A Pb²⁺ ion on a K⁺ site in KBr carries an excess charge +e and binds a cation vacancy of effective charge −e. The pair is both an electric and an elastic dipole, and it reorients by vacancy jumps. The aim is to find which jumps a field sees and which a stress sees, and to compare four kinetic regimes. Answer each "Predict" before reading on.

1. Sites and jumps

The cation sublattice is fcc. Put the impurity at the origin and write the vacancy position as r = (a/2)(x, y, z). The twelve nearest-neighbour (nn) sites are (±1, ±1, 0) and permutations. With a = 6.6 Å (compiled value, Wikipedia) the pair length is d = a/√2 = 4.67 Å.

Every rate is per single specified jump: w1 takes the vacancy from one nn site to an adjacent nn site, w2 exchanges it with the impurity.

Predict: of the twelve cation neighbours of the vacancy at (1, 1, 0), how many are nn sites of the impurity, and what does an exchange do to r?

Four are nn sites: (1, 0, ±1) and (0, 1, ±1). One is the impurity, two are next-nearest (nnn) sites, (2, 0, 0) and (0, 2, 0), and five lie farther out. After an exchange the impurity sits where the vacancy was, so r → −r. For now only w1 and w2 are allowed. The departure n(r) of the occupations from equilibrium obeys

dn(r)/dt = −w1 [4n(r) − Σ n(adjacent nn sites)] − w2 [n(r) − n(−r)].

To first order in a field or stress, the new equilibrium is approached with these unperturbed rates.

2. The modes

Under the cubic group Oh the twelve sites span A1g + Eg + T2g + T1u + T2u, with dimensions 1 + 2 + 3 + 3 + 3. Each species occurs once, so any function of that symmetry is an eigenvector, and evaluating it at one site gives the rate k = 1/τ. If its sum over the four adjacent sites is λ times its value at the site, w1 contributes (4 − λ)w1.

Predict: which species feel w2?

Only the odd ones. For an even function n(r) − n(−r) = 0, for an odd one it is 2n(r). Now evaluate at (1, 1, 0).

T1u, function x: value 1, adjacent values 1, 1, 0, 0, so λ = 2 and k = 2(w1 + w2).

Predict λ for T2g, function xy, and for Eg, function 3z² − 2.

For xy all four adjacent values vanish: λ = 0, k = 4w1. For 3z² − 2 the value is −2 and each adjacent value is +1: λ = −2, k = 6w1. For T2u, function x(y² − z²), the value is 1 and the adjacent values are −1, −1, 0, 0: k = 6w1 + 2w2. A1g is the conserved total, k = 0. As a test, the rates weighted by degeneracy add up to 48w1 + 12w2, the trace 12(4w1 + w2) of the rate matrix.

A uniform field transforms as T1u and a uniform stress as A1g + Eg + T2g. T2u is silent in both experiments.

3. Dielectric strength

Let F be the macroscopic field and define the effective dipole p by the energy −p·F. Linearised Boltzmann occupations of N pairs per volume give the polarisation N⟨p_i p_j⟩F_j/kT, and the average over the twelve directions is ⟨p_i p_j⟩ = p²δ_ij/3. Hence

Δε = N p²/(3ε0kT), ε(ω) = ε + Δε/(1 + iωτ), with time factor exp(iωt) and 1/τ = k(T1u).

Predict: is the background ε the static constant 4.875 (compiled value, Andeen 1970) or the high-frequency constant 2.3 (compiled value, Van Vechten 1969)? And does p contain the Lorentz factor (ε + 2)/3?

The lattice follows the field at all frequencies of interest here, so ε = 4.875. The Lorentz factor, 2.29, belongs to a point dipole at a cubic site, and it would raise Δε by 5.25. It does not belong to two charged defects on separate lattice sites. In a linear host their polarisation clouds superpose, each is centrosymmetric about its own site and moves with its charge, and the work of a jump Δr is the charge times F·Δr. This gives p = ed = 22.4 D. Departures come from the mutual distortion of the two cores: an effective length shorter by 10 per cent lowers Δε by 19 per cent.

The cation site density is 4/a³ = 1.39×10²² cm⁻³. For an illustrative 100 ppm of isolated pairs, N = 1.39×10¹⁸ cm⁻³, and at 300 K (kT = 0.02585 eV) the model gives Δε = 0.071, Δε/ε = 0.0145 and a peak tan δ ≈ Δε/(2ε) = 0.007. The small Δε/ε justifies neglecting the interaction among randomly placed pairs, and pF/kT is only 0.018 at 10 kV/cm.

4. Anelastic strength

The elastic dipole tensor P is defined by the energy −P_ij u_ij in a tensor strain u. At fixed stress σ the coupling is −Ω_ij σ_ij with the relaxation volume tensor Ω = S P, where S is the compliance, and each pair adds Ω_ij to volume times strain. The same linearisation gives

δS_ijkl = (N/kT) [⟨Ω_ij Ω_kl⟩ − ⟨Ω_ij⟩⟨Ω_kl⟩].

For the pair along [110] the principal axes are 1 = [110], 2 = [1 −1 0], 3 = [001]. Then Ω_xx = Ω_yy = (Ω1 + Ω2)/2, Ω_zz = Ω3 and Ω_xy = (Ω1 − Ω2)/2. Put Ω_E = (Ω1 + Ω2)/2 − Ω3 and Ω_T = (Ω1 − Ω2)/2. For any site, Ω_xx = Ω3 + Ω_E x² and Ω_xy = Ω_T xy.

Predict δS11, δS12 and the relaxation of the bulk compliance from ⟨x²⟩ = 2/3 and ⟨x²y²⟩ = 1/3.

Since x⁴ = x², the variance of x² is 2/3 − 4/9 = 2/9, and the covariance of x² and y² is 1/3 − 4/9 = −1/9. So δ(S11 + 2S12) = 0: pressure favours no orientation. With the Voigt rule S44 = 4S_xyxy,

δ(S11 − S12) = N Ω_E²/(3kT), δS44 = 4N Ω_T²/(3kT).

Define P_E and P_T from P1, P2, P3 in the same way. Then Ω_E = P_E/(C11 − C12) and Ω_T = P_T/(2C44), and the relative strengths are

Δ(Eg) = N P_E²/[3kT(C11 − C12)], Δ(T2g) = N P_T²/(3kT C44), Δε/ε = N p²/(3kT ε0ε).

All three have one form: squared coupling over 3kT times the stiffness of the host in that channel.

For a rod under uniaxial stress along direction cosines (l, m, n), with Γ = l²m² + m²n² + n²l², cubic symmetry gives 1/Y = S11 − 2Γ(S11 − S12) + ΓS44 for Young's modulus Y. Because δS11 = (2/3)δ(S11 − S12),

δ(1/Y) = (2/3 − 2Γ) δ(S11 − S12) + Γ δS44.

A [100] rod (Γ = 0) shows Eg alone, a [111] rod (Γ = 1/3) T2g alone, and a [110] rod (Γ = 1/4) both.

A scale for P comes from the screened attraction −U, with U = e²/(4πε0εd) = 0.63 eV. Straining d at fixed ε gives P1 = −U and P2 = P3 = 0, so |P_E| = |P_T| = 0.32 eV. This drops the strain dependence of ε, whose logarithmic derivative is typically one to two for a volume change. If its shear parts are of like order, the dropped term is 0.6 to 1.3 eV and rivals the term kept, and core relaxation adds more. So 0.3 eV is used as an illustrative input for both couplings, and the squared results are orders of magnitude only.

Predict which anelastic mode is stronger for equal couplings, given C11 = 34.76, C12 = 5.7 and C44 = 5.07 GPa (compiled values, Oses 2018).

T2g, by (C11 − C12)/C44 = 29.06/5.07 = 5.73. For the same N and T:

mode | probe | nn rate | host stiffness | model strength
T1u | field | 2(w1 + w2) | ε0ε | 0.0145
T2g | [111] rod | 4w1 | C44 | 5×10⁻⁵
Eg | [100] rod | 6w1 | C11 − C12 | 9×10⁻⁶

The moduli are Y[100] = 33.2 GPa and Y[111] = 13.7 GPa, and the peak internal friction Y δ(1/Y)/2 is 3×10⁻⁶ and 2×10⁻⁵. The model's dielectric strength exceeds its T2g strength by a factor of about 3×10².

5. A detour through nnn sites

Let w4 be the jump nn → nnn and w3 the return, so that detailed balance gives w4/w3 = exp(−ΔU/kT), with ΔU the extra energy of an nnn site. The screened Coulomb law gives 0.45 eV of binding at distance a, ΔU = 0.19 eV and a population ratio nnn/nn = (6/12)exp(−ΔU/kT) = 4×10⁻⁴. A continuum is crude at these distances, and in potassium halides ΔU is typically smaller; an illustrative 0.05 eV gives 0.07. An empty site can still be a busy path.

Take w3 much larger than the other rates. From (1, 1, 0) the vacancy hops to (2, 0, 0) or (0, 2, 0) and drops at once, with equal chance, to one of the four nn sites next to it. From (2, 0, 0) these are (1, ±1, 0) and (1, 0, ±1).

Predict the added rate for x, xy and 3z² − 2.

Each route adds w4 times (1 − mean value after return/value before). For x the route through (2, 0, 0) returns a mean of 1 and the other a mean of 0, which adds w4. For xy both means vanish, which adds 2w4. For 3z² − 2 both means are −1/2, a quarter of −2, which adds 2(3/4)w4. Therefore

k(T1u) = 2w1 + 2w2 + w4, k(T2g) = 4w1 + 2w4, k(Eg) = 6w1 + (3/2)w4.

With w3 and w4 alone the exact slow T1u rate is w4 + 2w3 − √(w4² + 4w3²) ≈ w4[1 − w4/(4w3)], a correction of 4 per cent for ΔU = 0.05 eV. Excursions to the five outer sites are left out; they add terms of the same kind and matter only if their outward rates approach w1 or w4.

6. Four regimes

Take w = ν exp(−E/kT) with ν = 10¹³ s⁻¹ for all jumps. The barrier 0.65 eV for the leading reorientation jump was chosen, with this ν, to reproduce typical behaviour: thermally stimulated depolarisation peaks of divalent impurity–vacancy pairs in potassium halides typically lie near 210 to 230 K. The current is proportional to the remaining polarisation divided by τ, the polarisation decays at rate 1/τ, and so the peak lies where dτ/dt = −1, that is τ = kT²/(bE) at heating rate b. With τ = 1/(2w1) and b = 0.1 K/s the inputs put it at 217 K, by construction. The other barriers are illustrative.

A: E1 = 0.65 eV, E2 = 1.0 eV, no nnn path (slow exchange).
B: E1 = E2 = 0.65 eV, no nnn path.
C: E1 = 0.65 eV, E2 = 0.55 eV, no nnn path (fast exchange).
D: E4 = 0.65 eV, E1 = 0.75 eV, E2 = 1.0 eV (nnn detour).

At 300 K a barrier of 0.65 eV gives 120 s⁻¹, and 0.10 eV is a factor of 48.

Predict which columns stay constant from A to C, and which ratio singles out D. The loss peaks lie at f = k/2π.

regime | w1, w2, w4 (s⁻¹) | f(T1u), f(T2g), f(Eg) (Hz) | T2g/T1u | Eg/T2g
A | 120, 1.6×10⁻⁴, 0 | 38, 77, 115 | 2.00 | 1.50
B | 120, 120, 0 | 77, 77, 115 | 1.00 | 1.50
C | 120, 5.8×10³, 0 | 1.9×10³, 77, 115 | 0.041 | 1.50
D | 2.5, 1.6×10⁻⁴, 120 | 20, 40, 31 | 2.00 | 0.78

The frequencies are the model's; the ratios carry the lesson.

From A to C both anelastic peaks stand still. A stress couples to an even tensor and cannot tell r from −r, so the exchange is invisible to it however fast it runs. The dielectric peak moves, and

k(T2g)/k(T1u) = 2/[1 + 2w2/(2w1 + w4)]

falls from 2 towards zero. In B the two peaks coincide. In C the apparent activation energy of the dielectric peak, (w1E1 + w2E2)/(w1 + w2) = 0.552 eV, is nearly E2, while the anelastic peaks keep 0.65 eV.

A and D share the ratio 2, because both paths randomise xy twice as fast as x. They differ in Eg/T2g, which runs from 3/2 for the direct jump to 3/4 for the detour, so that the order of the two anelastic peaks reverses. The reason lies in the geometry: every w1 jump changes the cube plane that contains the pair, whereas half of the returns from an nnn site leave it in the same plane.

Predict whether three relaxation rates fix the three jump rates.

They do:

w1 = k(Eg)/3 − k(T2g)/4, w4 = k(T2g) − 2k(Eg)/3, w2 = k(T1u)/2 − k(T2g)/4.

Each is a difference, so a slow jump is lost: in A, w2/w1 = 1.3×10⁻⁶. For divalent impurities in potassium halides the exchange barrier is typically well above the reorientation barrier, which places Pb²⁺ in KBr between A and D, where the dielectric peak alone cannot identify the path.

7. Can the peaks be resolved?

In A at 1 kHz the condition ωτ = 1 gives T = E1/[k ln(gν/ω)], with k here Boltzmann's constant as in kT and g = 2, 4, 6: 345 K for T1u, 334 K for T2g, 328 K for Eg.

Predict whether a [110] rod shows two maxima.

A Debye peak ωτ/(1 + ω²τ²) has full width 2 ln(2 + √3) = 2.63 in ln ωτ at half height, about 39 K here, against a separation of ln(3/2) = 0.41, or 6 K. One slightly broadened peak results, and the modes must be separated by crystal orientation. Free pairs also tend to aggregate at and above room temperature, so N is the number of isolated pairs at the time of the run and can lie far below the lead content. The strengths fall with N, while the three rates and their ratios do not depend on it.